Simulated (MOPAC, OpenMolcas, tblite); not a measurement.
# GaPH2O (SMILES [O]1[PH][GaH]1): the dipole moment, rung by rung

GaPH2O: 5 atoms, total charge 0, spin state singlet. As SMILES, `[O]1[PH][GaH]1`. Geometry: a GFN2-xTB relaxation, a rough one for these elements and not checked as a minimum.

Each level gives the dipole moment (D). The values are calculated.

```tsv
level	kind	program	value (D)	CPU time
PM6	semi-empirical	MOPAC	1.42	under 2 s
PM7	semi-empirical	MOPAC	5.40	under 2 s
GFN1-xTB	semi-empirical	tblite	5.38	under 2 s
IPEA1-xTB	semi-empirical	tblite	3.24	under 2 s
HF/STO-3G	Hartree–Fock	OpenMolcas	1.83	7.4 s
HF/3-21G	Hartree–Fock	OpenMolcas	2.64	4.4 s
HF/def2-SVP	Hartree–Fock	OpenMolcas	2.92	12 s
BLYP/6-31G	GGA	OpenMolcas	2.47	20 s
PBE/6-311G**	GGA	OpenMolcas	2.35	48 s
B3LYP/6-31G* (spherical functions)	global hybrid	OpenMolcas	2.18	28 s
```

All-electron rows without a relativistic Hamiltonian named are non-relativistic. The values span 1.42 to 5.40 D. Sets without polarisation functions give poor dipoles. CPU times are rough (shared hosts, several kinds of processor): they show what a rung costs within a factor of a few.

The ab initio and density-functional values point to a moderately polar ring, whereas the semi-empirical ones span the whole range and do not settle even the approximate size of the dipole. The near-coincidence of PM7 and GFN1-xTB is no confirmation, since PM6 and IPEA1-xTB, their close relatives, fall far below them. Polarity is expected from electropositive gallium bound to oxygen, but the total is a vector sum of the bond and lone-pair contributions, so modest errors in charge distribution can change it strongly.

Within Hartree–Fock the moment grows from 1.83 to 2.92 D as the basis gains flexibility, probably because a minimal set restricts charge flow towards oxygen. All three density functionals lie below the two larger-basis Hartree–Fock results, which suggests that correlation reduces the ionic character that Hartree–Fock tends to exaggerate. B3LYP lying below both GGAs is no measure of the effect of exact exchange, because the basis changes along with the functional. The magnitudes alone do not establish the direction of the dipole.
